The static dipole polarisability measures how a level shifts in a weak constant field F. For a state of angular momentum j and projection m on the field,

ΔE = −½ F² { α0 + α2 [3m² − j(j+1)] / [j(2j−1)] }

where α0 is the scalar and α2 the tensor column. The tensor part describes how the sublevels fan out and vanishes for j = 1/2. The values come from a relativistic many-body calculation with Brueckner orbitals for the single electron outside the 1s² core of lithium-like iodine. The scalars are 10⁻⁴ to 10⁻³ bohr³ in size in the n = 2 shell, about 6 × 10⁻³ in n = 3 and 0.1 to 0.2 in n = 4. The core has 10⁻⁶, and neutral lithium, as a rough recalled value, about 160.

Static dipole polarisabilities of the lowest state of each symmetry in I50+ (one electron outside a 1s² core), from B-spline many-body code 1. The no-pair Dirac-Coulomb calculation uses frozen-core Dirac-Hartree-Fock, Brueckner orbitals from second-order and RPA-screened correlation potentials, static core-polarisation RPA and a finite nucleus of rms radius 4.75 fm.

```
polarised  scalar (bohr³)  tensor (bohr³)
    2s1/2       0.0007307             n/a
    2p1/2      -0.0004433             n/a
    2p3/2      -0.0001001       0.0001227
    3d3/2       -0.005638       -0.001173
    3d5/2       -0.006261        0.006461
    4f5/2         -0.2318         -0.1558
    4f7/2         -0.1098          0.1107
```

Second-order perturbation theory gives the scalar as a sum over levels of opposite parity,

α0 = Σ w R² / (E′ − E)

with R the radial dipole integral, E′ the energy of the partner level and w an angular weight. A partner above the state adds a positive term and a partner below a negative one. Only 2s1/2 is the ground state, so the six negative scalars are no failure of the method. The electron sees a net charge Z* = 53 − 2 = 51. Jumps to other shells cost energies of order Z*² and give terms that fall as Z*⁻⁴, whereas partners in the same shell lie much closer. For these the hydrogenic integral between l and l − 1 is

R² = (9/4) n² (n² − l²) / Z*²

The model takes the level spacings from the levels listed by the same run, corrects R² with Dirac wavefunctions for charge 51, and adds a non-relativistic hydrogenic sum over the other shells. Borrowing the spacings means that it tests the mechanism and not the energies. The match isn't exact either: the listed n = 2, n = 3 and 4d levels include Breit and QED shifts, which the Dirac-Coulomb polarisabilities lack. That matters most where a gap is small.

For 2s1/2 nothing is fitted. Here R² = 27/51² = 0.01038 bohr². The partners 2p1/2 and 2p3/2 lie 116.79 and 460.10 eV higher, which at 27.21 eV per hartree is 4.292 and 16.91 hartree. Their weights are 2/9 and 4/9, and the Dirac wavefunctions multiply R² by 0.885 and 0.952:

(2/9)(0.01038)(0.885)/4.292 + (4/9)(0.01038)(0.952)/16.91 = (4.76 + 2.60) × 10⁻⁴

The other shells add 0.18 × 10⁻⁴, for a total of 7.5 × 10⁻⁴ bohr³, 3% above the table value. With Schrödinger integrals the excess is 13%, so at this charge the relativistic change of the orbitals matters, beside that of the energies.

The two 2p rows feel the same coupling from the other side, each with weight 2/9. The gap to 2s is 460.10/116.79 = 3.9 times wider for 2p3/2, which supplies most of the factor 4.4 between the two scalars. The positive other-shell part, 2.6 × 10⁻⁵ in both, cancels a fifth of the small 2p3/2 term and pushes the ratio up. The core polarisability is at most 1% of any scalar, a share reached in 2p3/2. The softness of cores with an outer s² shell has no bearing on a compact 1s².

The tensor follows from the m-dependence of each channel. The field conserves m, so a state with m = j cannot couple to a partner with j − 1. At m = j the braces above equal α0 + α2, and that channel therefore has α2/α0 = −1. For a partner of the same j the coupling squared goes as m², which is j² against an average of j(j+1)/3, so

α2/α0 = 3j/(j+1) − 1 = (2j−1)/(j+1)

The rows 2p3/2, 3d5/2 and 4f7/2 have a single same-shell partner, with j − 1, and their ratios are −1.23, −1.03 and −1.01. The first departs most because the other shells trim its scalar much more than its tensor. Along these three rows n²(n² − l²) runs 12, 45, 112, about ninefold, while the gap falls from 460 to 41 to 6.7 eV, about seventyfold. The growth by three orders of magnitude is thus mostly a matter of denominators. These gaps are largely fine structure, which falls as n⁻³ and further with rising j. The model exceeds the table in magnitude by 1 to 4% in the n = 2 rows and 3d5/2. Penetration of the core, which raises the effective charge and shrinks R, has the right sign. So would slightly wider gaps in the polarisability sum, which lacks the Breit and QED shifts of the listed levels. The next row gives evidence for this in n = 3, but the two causes are not separated here.

The row 3d3/2 has two partners. The one of equal j, 3p3/2, has a weight of only 0.044 against 0.222 for 3p1/2, but it lies 10.38 eV below rather than 112.40 eV. In a pure Dirac-Coulomb field levels of equal n and j are degenerate, and only the different screening by the core separates them, less the higher l is. The table alone shows the split. If the j + 1 channel is neglected, the sum α0 + α2 removes the j − 1 channel and equals 3j/(j+1) times the same-j part, which comes to two-thirds of the scalar. The tensor turns negative once 0.8 × 0.044 over the small gap outweighs 0.222 over the large one, that is, once the gaps differ by more than about six. In the listed levels they differ by 11.

This is also the row where the model fails: its scalar is 9% and its tensor 28% too large in magnitude relative to the table. Moving 3p3/2 down until the 3d3/2 scalar is matched widens the gap to 11.7 eV. The unfitted 3d5/2 scalar then agrees within 0.4%, while the 3d3/2 tensor falls 7% short in magnitude. The corresponding n = 4 gap, scaled roughly as n⁻³, gives 11.6 eV. The cause is the Breit and QED shifts in the listed levels. Correlation by itself slightly widens the doublets, 2p by 0.10 eV and 3p by 0.02 eV. With the shifts added, the listed 2p doublet is 5.8 eV and the 3p doublet 1.6 eV narrower than in DHF, so the changes printed as "DHF to correlated" are mostly not correlation. The 4p doublet stays within 0.01 eV of its DHF width and shows no sign of such shifts, but 4d includes them, so the scaled gap is only approximate. To remove the shifts roughly, let the 3p doublet keep its DHF width and put 3p3/2 the scaled 11.6 eV below 3d3/2. Then 3p1/2 lies about 115 eV below, its term shrinks too, and all four 3d entries agree with the table within about 1%, without a fit. This is what a sum over unshifted Dirac-Coulomb energies should give. The 2s removal energy of 9421.02 eV agrees with a tabulated theoretical value, but it belongs to the shifted levels and doesn't validate the polarisabilities.

In 4f5/2 the same mechanism goes further: the scalar is 2.1 times that of 4f7/2, the tensor is negative, and the same-j channel carries 78% of the scalar on a weight of 0.019. The gap between 4d5/2 and 4f5/2 was the one free parameter, solved so that the model equals the 4f5/2 scalar, and it comes to 0.27 eV. The 4f5/2 tensor and both 4f7/2 entries, which were not fitted, then agree to 0.1%, though 4f7/2 hardly depends on the parameter. An estimate without fitting, from the Dirac energy of a non-penetrating 4f electron and the removal energy, gives 0.23 eV and overshoots the 4f5/2 scalar by 13%. The difference exceeds the 0.01 eV rounding of the inputs and comes from the same mismatch: the estimate uses a 4d level with Breit and QED shifts, while the polarisability sum has none. Since 0.03 eV changes the scalar by 8%, and the stated Hamiltonian has no Breit or QED terms, the sign and size of this row deserve trust but its four digits don't.

Scaling arguments carry the picture along the lithium sequence. Screening gaps grow roughly as Z* and fine structure as Z*⁴. At low charge both partners of d3/2 sit at nearly the same distance, the two scalars of a doublet converge, and the same-j channel holds only a sixth of the same-shell sum. The same-shell part of the 3d3/2 tensor then has the opposite sign to the scalar, as for 3d5/2. The reversal seen here needs fine structure well above screening, which high charge and high l both favour, so 5g7/2 of this ion should show it too. Without the core, only the Lamb shift and nuclear size would separate the same-j levels, and the quadratic shift would give way to a linear one at far weaker fields.
